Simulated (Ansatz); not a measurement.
Layered crystal of Bi$_{2}$Te$_{3}$, relaxed:

```yaml
crystal:
  lattice:
    - [2.19388, 1.26664, 10.10149]
    - [-2.19388, 1.26664, 10.10149]
    - [0.00000, -2.53328, 10.10149]
  atoms:
    - { symbol: Bi, position: [0.40011, 0.40011, 0.40011] }
    - { symbol: Bi, position: [0.59989, 0.59989, 0.59989] }
    - { symbol: Te, position: [0.00000, 0.00000, 0.00000] }
    - { symbol: Te, position: [0.20944, 0.20944, 0.20944] }
    - { symbol: Te, position: [0.79056, 0.79056, 0.79056] }
```

These are results of Ansatz, DFT PBE+D3(BJ), scalar-relativistic, plane waves, PAW, not measurements. Plane waves to 420 eV, a k mesh through Γ of 9×9×9 on the computed 5-atom cell and Gaussian smearing (0.02 eV); no spin polarisation.

Q: What does it cost to take out one layer and relax it free-standing?

A: 27.8 meV/Å² (93 meV/atom). The layer's area changes by -1.6 %. The layer, isolated along c and on a 9×9×1 mesh:

```xyz
5
Lattice="4.3535 0.0000 0.0000 -2.1767 3.7702 0.0000 0.0000 0.0000 41.0187" Properties=species:S:1:pos:R:3 pbc="T T F"
Te    0.0000    0.0000   16.7245
Bi    0.0000    2.5135   18.4630
Te    2.1767    1.2567   20.5093
Bi    0.0000    0.0000   22.5557
Te    0.0000    2.5135   24.2941
```

Spin-orbit coupling is left out, which matters for the bands of heavy elements.

Of the 27.8 meV/Å², the D3 dispersion term gives 28.1 and the semilocal functional -0.3: the layers are held almost wholly by dispersion.

Separating a layer costs little because the cut passes between tellurium faces and breaks no Bi–Te bonds. Within the layer, each outer Te binds to three Bi atoms and points its lone pair towards the gap, while the central Te is shared among six. This explains why the outer Bi–Te bonds are the shorter ones.

The semilocal share of -0.3 meV/Å² need not mean that the layers are electronically decoupled. The Te–Te contacts across the gap are shorter than a pure van der Waals contact, so the near-zero value probably reflects Pauli repulsion offsetting attraction from Te p overlap.

On release, the layer contracts in-plane and thickens slightly, with the outer Bi–Te bonds tightening while the inner ones barely change. Losing the overlap across the gap may strengthen the outer bonds, but the loss of interlayer dispersion forces could also contribute. The energy supports easy cleavage in principle, but does not establish that the free-standing layer is dynamically stable.
